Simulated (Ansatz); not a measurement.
# Pt3PbC: pressure against volume scale

Free energy against uniform scaling of the volume at fixed shape and fractions; periodic cell, basis, potentials, k mesh and filling as listed. The results are calculated, by Ansatz 0.2.0.

The cell before it is scaled or strained (space group Pm-3m, No. 221):
```
cell vectors (Å)
   4.3480     0.0000     0.0000
   0.0000     4.3480     0.0000
   0.0000     0.0000     4.3480
atoms (fractions of the cell vectors)
Pt  0.00000  0.50000  0.50000
Pt  0.50000  0.50000  0.00000
Pt  0.50000  0.00000  0.50000
Pb  0.00000  0.00000  0.00000
C   0.50000  0.50000  0.50000
```

Settings of every row: functional r2SCAN; dispersion none; accuracy medium; potentials norm-conserving; wave cutoff 1200 eV; density cutoff 4800 eV; k mesh 5x5x5; k shift 0x0x0; occupations gaussian; smearing width 0.15 eV; spin none.

Limits: coarse k mesh, up to 40 meV an atom off; no spin-orbit coupling, which can matter with elements this heavy; the cell comes from a prototype or a list of computed structures and needn't be the stable phase.

```
row  volume scale  V (Å³/atom)  pressure (GPa)  energy above lowest point (meV/atom)
  1          0.92       15.125           12.62                                  35.3
  2        0.9467       15.564            6.29                                   9.6
  3        0.9733       16.001               ?                                     ?
  4             1        16.44           -3.74                                   4.1
  5        1.0267       16.879           -7.65                                  19.8
  6        1.0533       17.316          -10.95                                  45.4
  7          1.08       17.755          -13.77                                  79.3
```

Question: what pressure should row 3 give?

Worked fit of pressure. Take u = (V_r/V)^(2/3) − 1 with V_r = 16.66 Å³ an atom, which is twice the finite (Eulerian) strain; such expansions in the strain, on which the Birch-Murnaghan equation of state is built, carry the rest volume and the bulk modulus. The shown rows have u = 0.06656, 0.04641, 0.0089, -0.00867, -0.02542, -0.04155. Least squares give pressure = −5.781 + 224.22 × u + 781.8 × u² GPa; a straight line predicts inner rows, each left out in turn, worse (root mean square 0.89 against 0.03 GPa). The rows lie off it by 0.01, -0.02, -0.02, 0.02, 0.03, -0.02. The pressure vanishes at u = 0.0238, or V = 16.08 Å³ an atom, and there the bulk modulus at fixed shape and fractions is B = −V dP/dV = (2/3)(1 + u) dP/du = 178 GPa. The withheld row has u = 0.02727, so the fit gives −5.781 + 224.22 × (0.02727) + 781.8 × (0.02727)² = 0.91 GPa.

The calculation gave 0.88 GPa. The fit lies 0.03 GPa (3.4 % of the value, 0.11 % of the column's range) above it; its largest miss of a shown row is 0.03 GPa.

The other values of row 3: energy above lowest point 0 meV/atom.
